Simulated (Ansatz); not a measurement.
# CaMg: pressure and energy above lowest point against volume scale

Free energy against uniform scaling of the volume at fixed shape and fractions; periodic cell, basis, potentials, k mesh and filling as listed. The results are calculated, by Ansatz 0.2.0.

The cell before it is scaled or strained (space group P-6m2, No. 187):
```
cell vectors (Å)
   3.6681     0.0000     0.0000
  -1.8341     3.1767     0.0000
   0.0000     0.0000     5.6223
atoms (fractions of the cell vectors)
Ca  0.00000  0.00000  0.50000
Mg  0.66667  0.33333  0.00000
```

Settings of every row: functional r2SCAN; dispersion none; potentials PAW; wave cutoff 653.07 eV; density cutoff 2612.3 eV; k mesh 7x7x4; k shift 0x0x0; occupations gaussian; smearing width 0.05 eV; spin none.

Limits: coarse k mesh, up to 40 meV an atom off; the cell comes from a prototype or a list of computed structures and needn't be the stable phase.

```csv
row,volume scale,V (Å³/atom),pressure (GPa),energy above lowest point (meV/atom)
1,0.92,30.136,2.46,20.4
2,0.9467,31.011,1.6,9.4
3,0.9733,31.882,0.84,2.8
4,1,32.757,0.18,0
5,1.0267,33.631,?,?
6,1.0533,34.503,-0.92,4.3
7,1.08,35.377,-1.39,10.6
```

Question: what pressure and energy above lowest point should row 5 give?

Worked fit of pressure. Take u = (V_r/V)^(2/3) − 1 with V_r = 32.319 Å³ an atom, which is twice the finite (Eulerian) strain; such expansions in the strain, on which the Birch-Murnaghan equation of state is built, carry the rest volume and the bulk modulus. The shown rows have u = 0.04773, 0.02793, 0.00912, -0.00893, -0.04266, -0.05849. Least squares give pressure = 0.502 + 37.05 × u + 82.1 × u² GPa; a straight line predicts inner rows, each left out in turn, worse (root mean square 0.093 against 0.0089 GPa). The rows lie off it by 0.00, 0.00, -0.01, 0.00, 0.01, -0.01. The pressure vanishes at u = -0.0140, or V = 33.01 Å³ an atom, and there the bulk modulus at fixed shape and fractions is B = −V dP/dV = (2/3)(1 + u) dP/du = 22.8 GPa. Letting shape and atoms relax would as a rule lower it, by much in layered, chain or molecular crystals. The withheld row has u = -0.02618, so the fit gives 0.502 + 37.05 × (-0.02618) + 82.1 × (-0.02618)² = -0.41 GPa.

The calculation gave -0.4 GPa. The fit lies 0.01 GPa (2.5 % of the value, 0.26 % of the column's range) below it, one unit of the last digit.

Worked fit of energy above lowest point. Take u = (V_r/V)^(2/3) − 1 with V_r = 32.319 Å³ an atom, which is twice the finite (Eulerian) strain; such expansions in the strain, on which the Birch-Murnaghan equation of state is built, carry the rest volume and the bulk modulus. The shown rows have u = 0.04773, 0.02793, 0.00912, -0.00893, -0.04266, -0.05849. Least squares give energy above lowest point = 0.95 + 153 × u + 5380 × u² − 993 × u³ meV/atom; a parabola predicts inner rows, each left out in turn, worse (root mean square 0.049 against 0.02 meV/atom). All shown rows lie on it to the printed digit. Its lowest point lies at u = -0.0142, or V = 33.02 Å³ an atom, and the curvature there gives the bulk modulus at fixed shape and fractions, B = (4/9)(1 + u)² E″(u)/V = 22.7 GPa. Letting shape and atoms relax would as a rule lower it, by much in layered, chain or molecular crystals. The withheld row has u = -0.02618, so the fit gives 0.95 + 153 × (-0.02618) + 5380 × (-0.02618)² − 993 × (-0.02618)³ = 0.6 meV/atom.

The calculation gave 0.6 meV/atom. The fit meets it to the printed digit.
